# Majority-carrier response time in a depleted MOS capacitor: a worked problem

## Problem

A MOS capacitor on uniformly doped p-type silicon at 300 K is biased in depletion and driven by a small signal of angular frequency $\omega=2\pi f$.

| Quantity | Value | Status |
|---|---|---|
| Acceptor density $N_A$, fully ionised | $1\times10^{16}$ cm$^{-3}$ | assumed |
| Static dielectric constant of Si | 11.7 | measured, compiled value (Ioffe Institute) |
| Hole mobility $\mu_p$ at this doping | 430 cm$^2$/(V s) | typical |
| Hole conductivity mass $m_c$ | $0.37\,m_0$ | typical |
| Intrinsic density $n_i$ | $1.0\times10^{10}$ cm$^{-3}$ | typical |
| Dielectric constant of SiO$_2$ | 3.9 | typical |
| Oxide thickness | 10 nm | assumed |
| Surface band bending $\psi_s$ | $10\,kT/q$ | assumed |
| Thickness $t$ of the doped layer | 5 µm (epi) or 725 µm (wafer) | assumed |

The back contact is ideal, the gate is much wider than $t$ so that the problem is one-dimensional, and there are no interface traps.

(a) Find the relaxation time $\tau$ of a hole-density disturbance in the neutral bulk and the corresponding frequency.

(b) Tabulate the local dielectric relaxation time where the bands are bent by 1, 2, 3, 5 and 10 $kT/q$.

(c) Find the time constant with which the depletion edge follows the gate charge, and the lag at 1 MHz, 1 GHz, 10 GHz and 100 GHz.

(d) Find the capacitance and dissipation factor that a parallel-mode measurement reports for the two thicknesses.

(e) Give the size of what the model neglects.

**Conventions.** The coordinate $x$ runs from the oxide interface into the silicon; fields and currents are positive along $+x$. The potential $\psi$ is zero in the bulk and positive in depletion, $V_T=kT/q$, $u=\psi/V_T$, and the equilibrium hole density is $p_0(x)=N_Ae^{-u}$. Signals vary as $e^{j\omega t}$. Intermediate values are carried unrounded. The figures printed let the arithmetic be followed; every time constant is only as good as the typical mobility.

## Solution

### (a) The neutral bulk

With electrons and recombination neglected, the holes obey

$$J_p=q\mu_p pE-qD_p\frac{\partial p}{\partial x},\qquad q\frac{\partial p}{\partial t}=-\frac{\partial J_p}{\partial x},\qquad \varepsilon_s\frac{\partial E}{\partial x}=q(p-N_A),$$

with $D_p=\mu_pV_T$. In the bulk $p=N_A+\delta p$ and the static field vanishes. To first order the drift current is $q\mu_pN_A\,\delta E$, and Poisson's equation turns its divergence into a term in $\delta p$:

$$\frac{\partial\,\delta p}{\partial t}=D_p\frac{\partial^2\delta p}{\partial x^2}-\frac{\delta p}{\tau},\qquad \tau=\frac{\varepsilon_s}{q\mu_pN_A}=\frac{\varepsilon_s}{\sigma_0}=\varepsilon_s\rho .$$

An excess charge sets up a field that drives it away. A component $\cos kx$ decays at the rate $1/\tau+D_pk^2=(1+k^2L_D^2)/\tau$, so $\tau$ is the longest decay time. The static solution falls off over the length $\sqrt{D_p\tau}$, which is the Debye length, because the mobility cancels:

$$D_p\tau=\frac{\varepsilon_sV_T}{qN_A}=L_D^2,\qquad \tau=\frac{L_D^2}{D_p}.$$

The numbers are

- $V_T=25.85$ mV and $\varepsilon_s=11.7\,\varepsilon_0=1.036\times10^{-12}$ F/cm,
- $\sigma_0=q\mu_pN_A=0.689$ S/cm and $\rho=1.45$ Ω cm,
- $D_p=430\ \text{cm}^2/(\text{V s})\times 25.85\ \text{mV}=11.12$ cm$^2$/s,
- $L_D^2=1.672\times10^{-11}$ cm$^2$ and $L_D=40.9$ nm.

$$\tau=\frac{1.036\times10^{-12}\ \text{F/cm}}{0.689\ \text{S/cm}}=\frac{1.672\times10^{-11}\ \text{cm}^2}{11.12\ \text{cm}^2/\text{s}}=1.50\ \text{ps},\qquad f_\tau=\frac{1}{2\pi\tau}=106\ \text{GHz}.$$

The form $\tau=\varepsilon_s\rho$ is the handiest: 1.036 ps for every Ω cm. An assumed high-resistivity substrate of 1 kΩ cm has $\tau=1.04$ ns and $f_\tau=154$ MHz.

### (b) The local time where the bands are bent

In the depletion layer the conductivity is $\sigma(x)=\sigma_0e^{-u}$, and the local dielectric relaxation time is

$$\tau_{\rm loc}(u)=\frac{\varepsilon_s}{\sigma(x)}=\tau\,e^{u}.$$

Two other quantities are needed to read it properly. With $\xi=x/L_D$ and a prime for $d/d\xi$, the static Poisson equation is $u''=1-e^{-u}$. Multiplying by $u'$ and integrating from the bulk gives

$$u'=-F(u),\qquad F(u)=\sqrt{2\,(u+e^{-u}-1)},\qquad E_0=\frac{V_T}{L_D}F .$$

The hole density changes by a factor $e$ over the length $L_D/F$, and a hole drifting at $\mu_pE_0=D_pF/L_D$ crosses that length in the time $\tau/F^2$. The second quantity is the share $g_0$ of the slowly modulated hole charge that lies between the surface and the plane with bending $u$. Part (c) shows that $g_0=(e^{-u}-a)/(1-a)$ with $a=e^{-u_s}=4.54\times10^{-5}$.

| $u$ | $\psi$ (mV) | $\tau e^{u}$ (ps) | $1/(2\pi\tau e^{u})$ (GHz) | $\tau/F^2$ (ps) | $g_0$ |
|---|---|---|---|---|---|
| 1 | 25.9 | 4.09 | 38.9 | 2.04 | 0.368 |
| 2 | 51.7 | 11.1 | 14.3 | 0.662 | 0.135 |
| 3 | 77.6 | 30.2 | 5.27 | 0.367 | 0.0497 |
| 5 | 129 | 223 | 0.713 | 0.188 | 0.00669 |
| 10 | 259 | $3.31\times10^{4}$ | 0.00481 | 0.0835 | 0 |

At the surface $\omega\tau e^{u_s}=0.208$ at 1 MHz, which would seem to threaten an ordinary C–V sweep. The last two columns show why it does not. Nearly all the modulated charge sits within $3\,kT/q$ of bending, and the few holes further up the barrier re-equilibrate by drift and diffusion in the static field, in a time $\tau/F^2$ that shortens as $\tau e^u$ lengthens.

### (c) The response of the depletion edge

Linearise about the bent-band state. The total current density $J=J_p+j\omega\varepsilon_s\,\delta E$ is independent of $x$, by continuity and Poisson's equation. The hole current now has a term from the static field,

$$J_p=q\mu_p\,(p_0\,\delta E+E_0\,\delta p)-qD_p\frac{d\,\delta p}{dx},\qquad \delta p=\frac{\varepsilon_s}{q}\frac{d\,\delta E}{dx}.$$

Dividing by $\sigma_0$, using $\mu_p\varepsilon_sV_T/L_D^2=\sigma_0$ and writing $s=j\omega\tau$,

$$\delta E''-F\,\delta E'-(e^{-u}+s)\,\delta E=-\frac{J}{\sigma_0}.$$

Let $g=J_p/J$ be the fraction of the current carried by holes, so that $\delta E=(J/\sigma_0)(1-g)/s$. Multiplying by $e^u$ and using $(e^u)'=-Fe^u$ gives

$$(e^{u}g')'-(1+j\omega\tau e^{u})\,g=-1,\qquad g(0)=0,\qquad g\to\frac{1}{1+s}\ \text{in the bulk}.$$

The first condition says that no holes cross the oxide interface. The local time appears explicitly as $\omega\tau e^u$. Dropping the derivative term would give $g=1/(1+j\omega\tau e^u)$, a stack of leaky dielectric slabs. That is correct in the bulk, but it cannot be right where the bands are bent, since at low frequency it has holes carrying the whole current up to the oxide. The derivative term carries the same factor $e^u$ and has to be kept.

The full equation has a simple particular solution. Since $(e^{-u})'=Fe^{-u}$ and $F'=-u''=-(1-e^{-u})$, the trial function $g_p=e^{-u}/(1+s)$ gives

$$(e^ug_p')'-(1+se^u)\,g_p=\frac{-(1-e^{-u})-(e^{-u}+s)}{1+s}=-1 .$$

It holds at every frequency and meets the bulk condition. It misses the surface condition only by $a/(1+s)$, which a solution $h$ of the homogeneous equation repairs, $g=g_p+h$. At $\omega=0$ that solution is $h_0=-a(1-e^{-u})/(1-a)$, and $g_p+h_0$ is the $g_0$ of the table. It is the charge share because Gauss's law gives $q\int_0^x\delta p\,dx=\varepsilon_s[\delta E(x)-\delta E(0)]=-g\,\delta Q$, where $\delta Q=\varepsilon_s\,\delta E(0)=J/j\omega$ is the gate charge. At finite $\omega$, multiply the homogeneous equation by $h^*$ and take the real part: $r=|h|$ obeys $r(e^ur')'+e^ur'^2=e^u|h'|^2+r^2$. As $|h'|\ge|r'|$, this means $(e^ur')'\ge r$, and such a function stays below the solution of $(e^ur')'=r$ with the same or larger boundary values. Hence $|h|\le|h_0|\le a$ at all frequencies.

The meaning of $g_p$ is a rigid shift. If the whole hole profile moves by $\zeta$, then $J_p=j\omega\zeta\,qN_Ae^{-u}$, and comparison with $J_p=g_pJ$ gives

$$\zeta=\frac{\delta Q}{qN_A}\,\frac{1}{1+j\omega\tau}.$$

The current needed at a plane with bending $u$ falls as $e^{-u}$, exactly as the conductivity does, so the driving force $J_p/\sigma(x)$ is the same everywhere and equals the bulk field. The depletion edge follows the gate charge with a single pole at the bulk time $\tau$, and the condition for it to keep up is $\omega\tau\ll1$. Demanding $\omega\tau e^u\ll1$ at $u$ of 2 or 3 is a safe but stricter rule than the edge needs.

| $f$ | $\omega\tau$ | lag $\arctan\omega\tau$ (deg) | amplitude $1/\sqrt{1+\omega^2\tau^2}$ |
|---|---|---|---|
| 1 MHz | $9.45\times10^{-6}$ | $5.41\times10^{-4}$ | 1.000 |
| 1 GHz | $9.45\times10^{-3}$ | 0.541 | 1.000 |
| 10 GHz | 0.0945 | 5.40 | 0.996 |
| 100 GHz | 0.945 | 43.4 | 0.727 |

### (d) The admittance at the terminals

The impedance per area of the silicon is the integrated field over the current,

$$Z_s=\frac{1}{J}\int_0^t\delta E\,dx=\frac{L_D}{j\omega\varepsilon_s}\int_0^{t/L_D}(1-g)\,d\xi .$$

Since $1-e^{-u}=-F'$, one has $\int(1-e^{-u})\,d\xi=F(u_s)\equiv F_s$. Define $W_q=L_DF_s$, the static depletion charge divided by $qN_A$. Then $\int_0^te^{-u}dx=t-W_q$, and $g_p$ gives

$$Z_s=\frac{1}{j\omega\varepsilon_s}\left[t-\frac{t-W_q}{1+s}\right]=\frac{W_q}{j\omega\varepsilon_s}+\frac{R_s}{1+j\omega\tau},\qquad R_s=\rho\,(t-W_q).$$

The silicon is a lossless capacitor $C_s=\varepsilon_s/W_q$ in series with a neutral slab of thickness $t-W_q$, whose resistance is shunted by its own geometric capacitance with product $\tau$. The term $h$ changes $Z_s$ by at most the fraction $a/(1-a)$ of the reactance $W_q/\omega\varepsilon_s$.

The low-frequency resistance can be had with $h$ included. Expand $g=g_0+sg_1$ and let $\mathcal L g=(e^ug')'-g$, so that $\mathcal Lg_0=-1$ and $\mathcal Lg_1=e^ug_0$. The integral of $g_0\mathcal Lg_1-g_1\mathcal Lg_0$ is a boundary term that vanishes at both ends, so $-\int g_1\,d\xi=\int e^ug_0^2\,d\xi$ and

$$R=\rho L_D\int e^{u}g_0^2\,d\xi,\qquad e^ug_0^2-1=\frac{e^{-u}-1+a^2(e^u-1)}{(1-a)^2}.$$

This is the Joule loss: local resistivity $\rho e^u$ weighted by the square of the current fraction. With $d\xi=-du/F$, the term $a^2\int_0^{u_s}(e^u-1)\,du/F$, the only place where the slow surface region shows, is $1.1\times10^{-5}$. Altogether $R$ differs from $R_s$ by $-3.7\times10^{-4}\rho L_D$, against $R_s=118\,\rho L_D$ for the epi layer.

Flat band ($u=0$) is the opposite limit and is also solvable: $g=(1-e^{-\xi\sqrt{1+s}})/(1+s)$, and

$$Z_s=\frac{L_D}{j\omega\varepsilon_s(1+s)^{3/2}}+\frac{\rho t}{1+s}.$$

Again only $\omega\tau$ enters. The low-frequency capacitance is $\varepsilon_s/L_D=253$ nF/cm$^2$, and the first-order real part $\rho(t-\tfrac32L_D)$ equals the loss integral with $g_0=1-e^{-\xi}$.

For $u_s=10$:

- $F_s=4.243$ and $W_q=4.243\times40.9\ \text{nm}=173$ nm,
- $C_s=\varepsilon_s/W_q=59.7$ nF/cm$^2$,
- $C_{ox}=3.9\,\varepsilon_0/10\ \text{nm}=345$ nF/cm$^2$,
- $C=C_{ox}C_s/(C_{ox}+C_s)=50.9$ nF/cm$^2$.

Adding the oxide, $Z=1/j\omega C+R_s/(1+s)$. With $\kappa=R_sC/\tau$ and $y=\omega\tau$,

$$Y=G_p+j\omega C_p=j\omega C\,\frac{1+jy}{1+jy(1+\kappa)},$$

$$\frac{C_p}{C}=\frac{1+y^2(1+\kappa)}{1+y^2(1+\kappa)^2},\qquad \tan\delta=\frac{G_p}{\omega C_p}=\frac{y\kappa}{1+y^2(1+\kappa)}.$$

The pole of the admittance lies at the time $\tau+R_sC$. Because $R_s=\tau(t-W_q)/\varepsilon_s$, the ratio $\kappa=C(t-W_q)/\varepsilon_s$ does not depend on the mobility.

| $t$ | $R_s$ (Ω cm$^2$) | $R_sC$ | $\kappa$ | $1/[2\pi(\tau+R_sC)]$ |
|---|---|---|---|---|
| 5 µm | $7.01\times10^{-4}$ | 35.7 ps | 23.7 | 4.28 GHz |
| 725 µm | 0.105 | 5.36 ns | $3.56\times10^{3}$ | 29.7 MHz |

| $t$ | $f$ | $C_p/C$ | $\tan\delta$ |
|---|---|---|---|
| 5 µm | 1 MHz | 1.000 | $2.24\times10^{-4}$ |
| 5 µm | 1 GHz | 0.950 | 0.224 |
| 5 µm | 10 GHz | 0.189 | 1.84 |
| 725 µm | 1 MHz | 0.999 | 0.0337 |
| 725 µm | 10 MHz | 0.898 | 0.337 |

The roll-off of $C_p$ at 10 MHz on the thick wafer is no failure of the depletion edge to follow the gate charge. It arises because, under voltage drive, part of the signal drops across the neutral silicon and less charge reaches the gate. It is removed by a series-resistance correction, and a plain resistor represents the substrate as long as $\omega\tau\ll1$.

### (e) What the model neglects

**Electrons.** The surface density is $n_s=(n_i^2/N_A)\,e^{u_s}=2.2\times10^{8}$ cm$^{-3}$, negligible beside $N_A$. In inversion the electrons add a response limited by generation and diffusion, which this treatment does not contain.

**Carrier inertia.** The momentum relaxation time is $\tau_m=\mu_pm_c/q=0.090$ ps, or $0.060\,\tau$. Keeping the inertial term in an isothermal momentum balance with constant $\tau_m$ divides both $\mu_p$ and $D_p$ by $1+j\omega\tau_m$, so $s$ becomes $j\omega\tau(1+j\omega\tau_m)$ and the solution of part (c) goes through with the factor $1/(1-\omega^2\tau\tau_m+j\omega\tau)$. At 100 GHz, $\omega^2\tau\tau_m=0.054$, the lag rises from 43.4° to 45.0° and the amplitude from 0.727 to 0.748. The correction scales as $f^2$ and is a hundred times smaller at 10 GHz.

**Mean free path.** With $v_{th}=\sqrt{3kT/m_c}=1.9\times10^{7}$ cm/s, $v_{th}\tau_m=17$ nm, or $0.42\,L_D$. Drift–diffusion is therefore not sharply justified on the scale of the edge. The solution in depletion needs only the drift response to a uniform driving force, which is what a low-field mobility describes; this eases the concern without proving the result for real scattering. A mobility that varies with position spoils the exact rigid shift, and so does non-uniform doping.

**Permittivity.** The compiled high-frequency value 11.85 (Skelton 2020) in place of 11.7 would lengthen $\tau$ by 1.3 %.

**Geometry.** The transition region at a p/p$^+$ junction has a width of order $L_D$, which is 0.8 % of the epi thickness. Contact and p$^+$ substrate resistance add to $R_s$, while current spreading under a gate narrower than $t$ lowers the resistance per gate area. At 100 GHz the wavelength in lossless silicon is 0.88 mm, so a wide gate is no longer a lumped element there.

### Answers

The model's bulk relaxation time for p-Si at $10^{16}$ cm$^{-3}$ and 300 K is $\tau=\varepsilon_s\rho=L_D^2/D_p\approx1.5$ ps, with $f_\tau\approx106$ GHz, both tied to the typical mobility through $\tau\propto1/\mu_p$. The local time $\tau e^u$ grows to about 30 ps at $u=3$, beyond which only 5 % of the modulated charge lies. The depletion edge follows the gate charge as $1/(1+j\omega\tau)$, with a lag of about half a degree at 1 GHz. The dispersion seen at the terminals is set by $\tau+R_sC$, with the model's corner near 4.3 GHz for the 5 µm layer and 30 MHz for the 725 µm wafer.